\section*{Friar moment correction to the $s$-level size shift: Li$^{2+}$ $1s$, heavier hydrogen-like ions and the muonic ion}

\subsection*{Conventions}
One lepton (mass $m$, charge $-e$) is bound to a nucleus of charge $Ze$ and mass $M$. SI units. Reduced mass $m_r=mM/(m+M)$, coupling $K=Ze^2/4\pi\varepsilon_0=Z\alpha\hbar c$, and
\begin{equation}
a=\frac{\hbar^2}{m_rK}=\frac{\lambda_r}{Z\alpha},\qquad \lambda_r=\frac{\hbar}{m_rc},\qquad |\phi_n(0)|^2=\frac{1}{\pi a^3n^3}.
\end{equation}
The nuclear charge density $\rho(r)$ is static, spherical, normalised to one and falls at least exponentially. Moments: $\langle r^k\rangle=\int\rho\,r^k\,d^3r$, $r_c^2=\langle r^2\rangle$, and the Friar (third Zemach) moment
\begin{equation}
\langle r^3\rangle_{(2)}=\iint\rho(r_1)\rho(r_2)\,s^3\,d^3r_1d^3r_2\equiv f\,r_c^3,\qquad s=|\mathbf r_1-\mathbf r_2| .
\end{equation}
It is the third moment of $\rho$ convoluted with itself. The shape factor $f$ is a pure number. A positive shift means weaker binding.

\subsection*{Derivation}
Perturbation: $\delta V=V-V_{\rm point}$, confined to the nucleus, with
\begin{equation}
\nabla^2\delta V=4\pi K\,[\rho-\delta^{(3)}(\mathbf r)] .
\label{eq:poisson}
\end{equation}
\emph{First order.} Since $\nabla^2r^{k+2}=(k+2)(k+3)r^k$, two integrations by parts with \eqref{eq:poisson} give
\begin{equation}
\int\delta V\,r^k\,d^3r=\frac{4\pi K\langle r^{k+2}\rangle}{(k+2)(k+3)} .
\end{equation}
Every $ns$ state has the same cusp, $|\phi_n(r)|^2=|\phi_n(0)|^2(1-2r/a+\dots)$. Hence
\begin{equation}
\Delta E_1=\frac{2\pi}{3}K|\phi_n(0)|^2\Big[\langle r^2\rangle-\frac{\langle r^3\rangle}{a}\Big].
\label{eq:first}
\end{equation}
\emph{Second order.} Both arguments of the reduced Green function lie inside the nucleus. Momenta $\hbar/r_c\gg\hbar/a$ dominate, binding drops out at leading order, and $G\to-m_r/(2\pi\hbar^2s)$, the free zero-energy form. From $\nabla^2s^3=12s$ and $\nabla^2s=2/s$ follows $1/s=\nabla_1^2\nabla_2^2s^3/24$. Moving the Laplacians onto the two factors $\delta V$,
\begin{equation}
\iint\frac{\delta V(r_1)\,\delta V(r_2)}{s}\,d^3r_1d^3r_2=\frac{(4\pi K)^2}{24}\big[\langle r^3\rangle_{(2)}-2\langle r^3\rangle\big],
\end{equation}
where the two $\rho\,\delta^{(3)}$ cross terms supply $-2\langle r^3\rangle$. With $m_rK/\hbar^2=1/a$,
\begin{equation}
\Delta E_2=-\frac{2\pi}{3}K|\phi_n(0)|^2\,\frac{\langle r^3\rangle_{(2)}-2\langle r^3\rangle}{2a}.
\label{eq:second}
\end{equation}
\emph{Sum.} The plain moment $\langle r^3\rangle$ cancels between \eqref{eq:first} and \eqref{eq:second}:
\begin{equation}
\Delta E=\frac{2\pi}{3}Z\alpha\hbar c\,|\phi_n(0)|^2\Big[\langle r^2\rangle-\frac{Z\alpha\,m_rc}{2\hbar}\langle r^3\rangle_{(2)}\Big].
\label{eq:friar}
\end{equation}
This is Friar's result (1979) through order $(Z\alpha)^5$. Working form, with the superscript counting powers of $Z\alpha$:
\begin{equation}
E^{(4)}=\frac{2}{3n^3}(Z\alpha)^2m_rc^2\Big(\frac{r_c}{a}\Big)^2,\qquad E^{(5)}=-\delta_FE^{(4)},\qquad \delta_F=\frac{f\,r_c}{2a}.
\label{eq:work}
\end{equation}
Remarks. (i) $E^{(5)}<0$ for any positive $\rho$. (ii) $\delta_F$ does not depend on $n$, so both terms scale as $n^{-3}$. (iii) The first-order cusp term alone has the same order but the wrong moment and the wrong coefficient; stopping at \eqref{eq:first} is inconsistent.

\subsection*{Shape factor}
Angular average at fixed radii $r_>\ge r_<$:
\begin{equation}
\overline{s^3}=\frac{(r_>+r_<)^5-(r_>-r_<)^5}{10\,r_>r_<}=r_>^3+2r_>r_<^2+\frac{r_<^4}{5r_>} .
\label{eq:ang}
\end{equation}
\emph{Surface shell}, radius $R=r_c$: \eqref{eq:ang} gives $(1+2+\tfrac15)R^3=\tfrac{16}{5}R^3$.

\emph{Uniform sphere}, $r_c^2=\tfrac35R^2$. The radial weight is $3r^2/R^3$, and the two orderings give a factor 2:
\begin{equation}
\langle r^3\rangle_{(2)}=\frac{18}{R^6}\Big(\frac13+\frac25+\frac1{35}\Big)\int_0^Rr^8dr=\frac{32}{21}R^3,\qquad \delta_F=\frac{80}{63}\frac{R}{a}.
\end{equation}
\emph{Gaussian}, $\rho\propto e^{-r^2/2\sigma^2}$, $r_c^2=3\sigma^2$. The convolution is a Gaussian of width $w=\sqrt2\,\sigma$, whose third radial moment is $8\sqrt{2/\pi}\,w^3$:
\begin{equation}
\langle r^3\rangle_{(2)}=\frac{32\,\sigma^3}{\sqrt\pi}=\frac{32\,r_c^3}{3\sqrt{3\pi}} .
\end{equation}
\emph{Exponential}, $\rho\propto e^{-r/b}$, $r_c^2=12b^2$. Integrating \eqref{eq:ang} gives $\tfrac{315}{2}b^3$, so $f=35\sqrt3/16$.

Bound: $\langle s^2\rangle=2r_c^2$ for every spherical $\rho$, and convexity gives $\langle s^3\rangle\ge\langle s^2\rangle^{3/2}$, so $f\ge2^{3/2}=2.83$. At fixed $r_c$ a wider spread of the pair distance $s$ raises $f$; among these four models the longer tail has the larger $f$.

\subsection*{Li$^{2+}$ $1s$: four shapes at one radius}
Approximate inputs for $^7$Li: $r_c=2.44$ fm, nuclear mass $M=7.014$ u. The quadrupole deformation is ignored. Then $a=17641$ fm, $r_c/a=1.383\times10^{-4}$, and $E^{(4)}/h=755$ MHz for all shapes.

\begin{center}
\begin{tabular}{lccc}
\hline
shape & $f$ & $\delta_F$ & $E^{(5)}/h$ (kHz)\\
\hline
shell & 3.200 & $2.21\times10^{-4}$ & $-167$\\
uniform & 3.279 & $2.27\times10^{-4}$ & $-171$\\
Gaussian & 3.475 & $2.40\times10^{-4}$ & $-181$\\
exponential & 3.789 & $2.62\times10^{-4}$ & $-198$\\
\hline
\end{tabular}
\end{center}

These are the model's values at the stated input. The Friar term is the lowest order in $Z\alpha$ at which the shape enters; the spread from uniform to exponential is 27 kHz. Sensitivity to the radius is far larger: $dE^{(4)}/E^{(4)}=2\,dr_c/r_c$, so a change of $0.01$ fm in $r_c$ moves $E^{(4)}/h$ by 6.2 MHz. The whole Gaussian Friar term is equivalent to lowering $r_c$ by $r_c\delta_F/2=2.9\times10^{-4}$ fm.

\subsection*{The relativistic competitor}
Equation \eqref{eq:friar} is non-relativistic. The point-nucleus Dirac $1s$ density behaves as $(r/a)^{2\gamma-2}$ with $\gamma=\sqrt{1-(Z\alpha)^2}$, and $2\gamma-2\simeq-(Z\alpha)^2$. At $r\sim r_c$ it is enhanced, which raises $E^{(4)}$ by the relative amount
\begin{equation}
\delta_{\rm rel}\simeq(Z\alpha)^2\ln\frac{a}{r_c},\qquad
\frac{\delta_{\rm rel}}{\delta_F}=\frac{2Z\alpha}{f}\,\frac{\lambda_r}{r_c}\ln\frac{a}{r_c}.
\label{eq:rel}
\end{equation}
This is the leading logarithm of the $(Z\alpha)^6$ term. A shape-dependent constant, approximately $0.5$ for $1s$ (quoted), adds to the logarithm, so two figures are the most that \eqref{eq:rel} supports. The order is higher in $Z\alpha$, but the term lacks the factor $r_c/\lambda_r$ that $\delta_F=\tfrac12fZ\alpha\,r_c/\lambda_r$ carries.

\subsection*{Across nuclei and lepton masses}
Approximate inputs: radii as tabulated; nuclear masses 7.014, 11.997, 27.969, 39.952 u for $^7$Li, $^{12}$C, $^{28}$Si, $^{40}$Ca; muon mass $206.768\,m_e$. The Gaussian $f$ is used in every row so that only $Z$, $r_c$ and $m_r$ vary; the uniform sphere lowers $\delta_F$ and $|E^{(5)}|$ by 5.6 per cent. All rows are $1s$; lengths in fm, energies as $E/h$.

\begin{center}
\begin{tabular}{lccccccc}
\hline
ion & $r_c$ & $a$ & $E^{(4)}/h$ & $\delta_F$ & $E^{(5)}/h$ & $\delta_{\rm rel}$ & $\delta_{\rm rel}/\delta_F$\\
\hline
Li$^{2+}$ & 2.44 & 17641 & 755 MHz & $2.40\times10^{-4}$ & $-181$ kHz & 0.0043 & 18\\
C$^{5+}$ & 2.47 & 8820 & 12.4 GHz & $4.87\times10^{-4}$ & $-6.02$ MHz & 0.016 & 32\\
Si$^{13+}$ & 3.12 & 3780 & 586 GHz & $1.43\times10^{-3}$ & $-840$ MHz & 0.074 & 52\\
Ca$^{19+}$ & 3.48 & 2646 & 3.04 THz & $2.28\times10^{-3}$ & $-6.93$ GHz & 0.14 & 62\\
$\mu$Li$^{2+}$ & 2.44 & 86.7 & 6.36 PHz & $4.89\times10^{-2}$ & $-311$ THz & 0.0017 & 0.035\\
\hline
\end{tabular}
\end{center}

The three-figure columns evaluate \eqref{eq:work} at the inputs. They are terms of the model's expansion, not size shifts of the real ions: the Dirac enhancement alone changes $E^{(4)}$ by the fraction $\delta_{\rm rel}$.

\subsection*{Trends from the formula}
From \eqref{eq:work} with $a\propto1/(Zm_r)$:
\begin{equation}
E^{(4)}\propto Z^4m_r^3r_c^2,\qquad \delta_F\propto f\,Z\,m_r\,r_c,\qquad E^{(5)}\propto-f\,Z^5m_r^4r_c^3 .
\end{equation}
\begin{itemize}
\item \emph{Li to C.} The input radii are nearly equal, so charge acts almost alone: $\delta_F$ grows by 2.02.
\item \emph{Li to Ca.} $\delta_F$ grows by 9.51, the product of 6.67 from $Z$ and 1.43 from $r_c$. The absolute term grows by $3.82\times10^4$, from $(20/3)^5=1.32\times10^4$ and a radius factor 2.90. Charge dominates, since $Z$ spans the wider range and enters with the higher power.
\item \emph{Electron to muon at fixed nucleus.} $m_r$ rises by 203.5. So does $\delta_F$, while $E^{(5)}$ rises by the fourth power, $1.71\times10^9$.
\item \emph{Competition with relativity.} In \eqref{eq:rel} the controlling ratio is $\lambda_r/r_c$. For the electron $\lambda_r=386$ fm and $\lambda_r/r_c=158$ in Li$^{2+}$, which outweighs the small $Z\alpha$. Along the series the ratio $\delta_{\rm rel}/\delta_F$ follows $(Z/r_c)\ln(a/r_c)$ and still rises, from 18 to 62, more slowly than $Z$ because $r_c$ grows and the logarithm shrinks. For the muon $\lambda_r=1.90$ fm, $\lambda_r/r_c=0.78$, the logarithm is smaller too, and the order reverses.
\end{itemize}
The size shift is a double expansion, in $Z\alpha$ and in $r_c/a=Z\alpha\,r_c/\lambda_r$. Counting powers of $Z\alpha$ ranks the terms correctly only when $r_c/\lambda_r$ is of order one, which is the muonic regime.

\subsection*{Other neglected terms and their sizes}
\emph{Radiative size term (electron).} One-loop self-energy and vacuum polarisation multiply $E^{(4)}$ by $\alpha(Z\alpha)(4\ln2-5)$ at leading order (quoted coefficient). For Li$^{2+}$ this is $-3.6\times10^{-4}$, or $-0.27$ MHz, 1.5 times the Friar term. It is linear in $Z\alpha$, like $\delta_F$, so the ratio falls as $1/r_c$ and is 1.0 for Ca$^{19+}$, where higher orders in $Z\alpha$ already modify it.

\emph{Nuclear polarisation.} $E^{(5)}$ is the elastic part of two-photon exchange: the nucleus stays in its ground state. The inelastic part has the same order in $\alpha$. With polarisability volume $\alpha'$ and mean excitation energy $\bar E$, the leading dipole terms (quoted) are
\begin{equation}
E_{\rm pol}^{(e)}=-\alpha\,m_ec^2|\phi_n(0)|^2\alpha'B,\qquad B=\frac{19}{6}+5\ln\frac{2\bar E}{m_ec^2},
\end{equation}
\begin{equation}
E_{\rm pol}^{(\mu)}=-2\pi\alpha\,|\phi_n(0)|^2\alpha'\sqrt{2m_rc^2\bar E},
\end{equation}
valid for $\bar E\gg m_ec^2$ and $\bar E\ll m_rc^2$ respectively. Dividing by $E^{(5)}=-\tfrac{\pi}{3}(Z\alpha)^2m_rc^2|\phi_n(0)|^2fr_c^3$, with $m_r\simeq m_e$ for the electron,
\begin{equation}
\frac{E_{\rm pol}^{(e)}}{E^{(5)}}=\frac{3\alpha'B}{\pi Z^2\alpha fr_c^3},\qquad
\frac{E_{\rm pol}^{(\mu)}}{E^{(5)}}=\frac{6\alpha'}{Z^2\alpha fr_c^3}\sqrt{\frac{2\bar E}{m_rc^2}} .
\end{equation}
Illustrative inputs: $\bar E=20$ MeV ($3.2$ pJ), giving $B=25$; $\alpha'=0.1$ fm$^3$ for $^7$Li and $2$ fm$^3$ for $^{40}$Ca. Ratios: 0.7 for Li$^{2+}$, 0.1 for Ca$^{19+}$, 0.1 for $\mu$Li$^{2+}$. One figure only; the muonic value is the roughest, since $\bar E/m_rc^2$ is not very small.

\emph{Next non-relativistic order.} The irregular radial solution behaves as $u\simeq1-(2r/a)\ln(r/a)$, from $u''\simeq-2u/(ar)$. It adds $(2/a)\ln(a/r)$ to $1/s$ in $G$. With $\int\delta V\,d^3r=\tfrac{2\pi}{3}Kr_c^2$ the relative correction to $E^{(4)}$ is $-\tfrac23(r_c/a)^2\ln(a/r_c)$ at leading logarithm. This is $-1.9\times10^{-3}$ for $\mu$Li$^{2+}$, similar in size to $\delta_{\rm rel}$ there and far below $\delta_F$. It is negligible in the electronic rows.

\emph{Vacuum polarisation (muon).} The electron loop changes the size term by typically about one per cent of $E^{(4)}$ in light muonic ions, a fraction of $\delta_F$ but not negligible against it.

\emph{Recoil beyond the reduced mass.} For the electron it corrects $E^{(5)}$ at relative order $\hbar/(Mcr_c)$ times a logarithm; $\hbar/(Mcr_c)=0.012$ for $^7$Li.

\subsection*{Budget for Li$^{2+}$ $1s$}
Model values, as $E/h$, beside the leading 755 MHz:
\begin{itemize}
\item relativistic logarithm $+3.2$ MHz; its omitted constant adds about $+0.18$ MHz, as large as the Friar term itself;
\item radiative size term $-0.27$ MHz;
\item Friar term $-0.18$ MHz (Gaussian);
\item dipole polarisation $-0.13$ MHz (illustrative inputs).
\end{itemize}
All corrections together stay below one per cent of $E^{(4)}$, so \eqref{eq:friar} represents the size shift of Li$^{2+}$ as well as its input radius allows. The Friar term alone does not represent the two-photon nuclear-structure shift: with the illustrative polarisability the model's elastic-plus-dipole total is about 1.7 times the elastic part, in the same direction. In electronic ions $\langle r^3\rangle_{(2)}$ is meaningful only alongside the $(Z\alpha)^6$, radiative and polarisation terms. In the model's muonic lithium ion it is the largest correction to $E^{(4)}$, and a radius extracted from an $s$ level inherits the shape dependence of $f$.